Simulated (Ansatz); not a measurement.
# A series in volume per atom on Ga

Results calculated with Ansatz 0.2.0, not measured. Periodic Kohn-Sham DFT of a crystal at fixed atoms; pressure and stress are positive in compression; the energy is the free energy less that of spherical unpolarised free atoms; site moments are those in the method's own spheres, positive along +z.

Cell of the first row (space group Cmcm, No. 63):
```
cell vectors (Å)
   1.4204    -3.9820     0.0000
   1.4204     3.9820     0.0000
   0.0000     0.0000     3.1053
atoms (fractions of the cell vectors)
Ga  0.86700  0.13300  0.25000
Ga  0.13300  0.86700  0.75000
```

Settings of every row: method all-electron LAPW; functional LDA; relativity scalar; k mesh 12x12x10; filling fermi-dirac; smearing width 0.08 eV; basis error target 1 meV/atom; nucleus gaussian.

Atom start moment: 0 on all atoms.

```
row  volume per atom (Å³)  energy less free atoms (eV/atom)  pressure (GPa)
  1                17.564                           -3.5602          -0.589
  2                17.751                           -3.5592          -1.214
  3                17.937                           -3.5574          -1.799
  4                18.311                                 ?               ?
  5                18.498                           -3.5483          -3.344
  6                18.685                           -3.5441          -3.795
  7                18.872                           -3.5394          -4.217
  8                19.058                           -3.5343          -4.613
  9                19.432                           -3.5227           -5.33
 10                19.619                           -3.5163          -5.654
 11                19.806                           -3.5095          -5.958
```

Question: what energy less free atoms and pressure should row 4 give?

Worked fit of energy less free atoms. Take u = (V_r/V)^(2/3) − 1 with V_r = 18.779 Å³ an atom, which is twice the finite (Eulerian) strain; such expansions in the strain, on which the Birch-Murnaghan equation of state is built, carry the rest volume and the bulk modulus. The shown rows have u = 0.0456, 0.03824, 0.03105, 0.0101, 0.00335, -0.00329, -0.00978, -0.02253, -0.02875, -0.03487. Least squares give energy less free atoms = −3.54182 − 0.7064 × u + 6.449 × u² + 4.2 × u³ eV/atom; a parabola predicts inner rows, each left out in turn, worse (root mean square 5.8e-05 against 2.8e-05 eV/atom). All shown rows lie on it to the printed digit. The withheld row has u = 0.01697, so the fit gives −3.54182 − 0.7064 × (0.01697) + 6.449 × (0.01697)² + 4.2 × (0.01697)³ = -3.5519 eV/atom.

The calculation gave -3.5519 eV/atom. The fit meets it to the printed digit.

Worked fit of pressure. Take u = (V_r/V)^(2/3) − 1 with V_r = 18.779 Å³ an atom, which is twice the finite (Eulerian) strain; such expansions in the strain, on which the Birch-Murnaghan equation of state is built, carry the rest volume and the bulk modulus. The shown rows have u = 0.0456, 0.03824, 0.03105, 0.0101, 0.00335, -0.00329, -0.00978, -0.02253, -0.02875, -0.03487. Least squares give pressure = −4.0113 + 63.669 × u + 235.63 × u² + 308 × u³ GPa; a parabola predicts inner rows, each left out in turn, worse (root mean square 0.0039 against 0.0012 GPa). The rows lie off it by 0.000, 0.001, -0.001, 0.000, 0.000, 0.001, -0.001, 0.000, 0.000, 0.000. The withheld row has u = 0.01697, so the fit gives −4.0113 + 63.669 × (0.01697) + 235.63 × (0.01697)² + 308 × (0.01697)³ = -2.861 GPa.

The calculation gave -2.862 GPa. The fit lies 0.001 GPa (0.019 % of the column's range) above it, one unit of the last digit.
